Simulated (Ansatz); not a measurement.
A series in volume per atom on LaAs

Results calculated with Ansatz 0.2.0, not measured. Plane-wave density functional theory, PAW datasets, Gaussian smearing 0.05 eV: one cell in which all forces lie under 0.002 eV/angstrom; stress (xx yy zz yz xz xy) and pressure positive in compression; site moments are of spin alone; formation energy from the elements run alike, uncorrected.

Cell of the first row (space group Pm-3m, No. 221):
```
cell vectors (Å)
   3.6349     0.0000     0.0000
   0.0000     3.6349     0.0000
   0.0000     0.0000     3.6349
atoms (fractions of the cell vectors)
La  0.00000  0.00000  0.00000
As  0.50000  0.50000  0.50000
```

Settings of every row: paw set soft_2; functional PBEsol; spin treatment none; moment partition spheres; spin axis none; wave cutoff 420 eV; k mesh 8x8x8; SCF start atoms; lower state search light; symmetry use detected.

Atom first moment, atom hubbard u: 0 on all atoms.

Limits: the cell comes from a prototype or a list of computed structures and needn't be the stable phase.

| row | volume per atom (Å³) | pressure (GPa) | formation energy (eV per atom) | energy above relaxed cell (meV per atom) |
| --- | --- | --- | --- | --- |
| 1 | 24.013 | 3.271 | -1.2146 | 9.85 |
| 2 | 24.22 | 2.541 | -1.2183 | 6.1 |
| 3 | 24.514 | ? | ? | ? |
| 4 | 24.63 | 1.172 | -1.223 | 1.37 |
| 5 | 25.014 | -0.012 | -1.2244 | 0 |
| 6 | 25.514 | -1.422 | -1.2221 | 2.3 |
| 7 | 26.014 | -2.692 | -1.2156 | 8.8 |

Question: what pressure and formation energy should row 3 give?

Worked fit of pressure. Take u = (V_r/V)^(2/3) − 1 with V_r = 24.822 Å³ an atom, which is twice the finite (Eulerian) strain; such expansions in the strain, on which the Birch-Murnaghan equation of state is built, carry the rest volume and the bulk modulus. The shown rows have u = 0.02234, 0.0165, 0.00519, -0.00512, -0.01816, -0.03079. Least squares give pressure = 0.5683 + 114.7 × u + 285.2 × u² GPa; a straight line predicts inner rows, each left out in turn, worse (root mean square 0.084 against 0.0023 GPa). The rows lie off it by -0.002, 0.003, 0.001, -0.001, -0.001, 0.001. The pressure vanishes at u = -0.0050, or V = 25.01 Å³ an atom, and there the bulk modulus at fixed shape and fractions is B = −V dP/dV = (2/3)(1 + u) dP/du = 74.2 GPa. The withheld row has u = 0.00836, so the fit gives 0.5683 + 114.7 × (0.00836) + 285.2 × (0.00836)² = 1.547 GPa.

The calculation gave 1.549 GPa. The fit lies 0.002 GPa (0.034 % of the column's range) below it; its largest miss of a shown row is 0.003 GPa.

Worked fit of formation energy. Take u = (V_r/V)^(2/3) − 1 with V_r = 24.822 Å³ an atom, which is twice the finite (Eulerian) strain; such expansions in the strain, on which the Birch-Murnaghan equation of state is built, carry the rest volume and the bulk modulus. The shown rows have u = 0.02234, 0.0165, 0.00519, -0.00512, -0.01816, -0.03079. Least squares give formation energy = −1.22406 + 0.1305 × u + 13.15 × u² eV per atom; a straight line predicts inner rows, each left out in turn, worse (root mean square 0.0039 against 3.2e-05 eV per atom). All shown rows lie on it to the printed digit. The withheld row has u = 0.00836, so the fit gives −1.22406 + 0.1305 × (0.00836) + 13.15 × (0.00836)² = -1.2220 eV per atom.

The calculation gave -1.2221 eV per atom. The fit lies 0.0001 eV per atom (1 % of the column's range) above it, one unit of the last digit.

The other values of row 3: energy above relaxed cell 2.35 meV per atom.
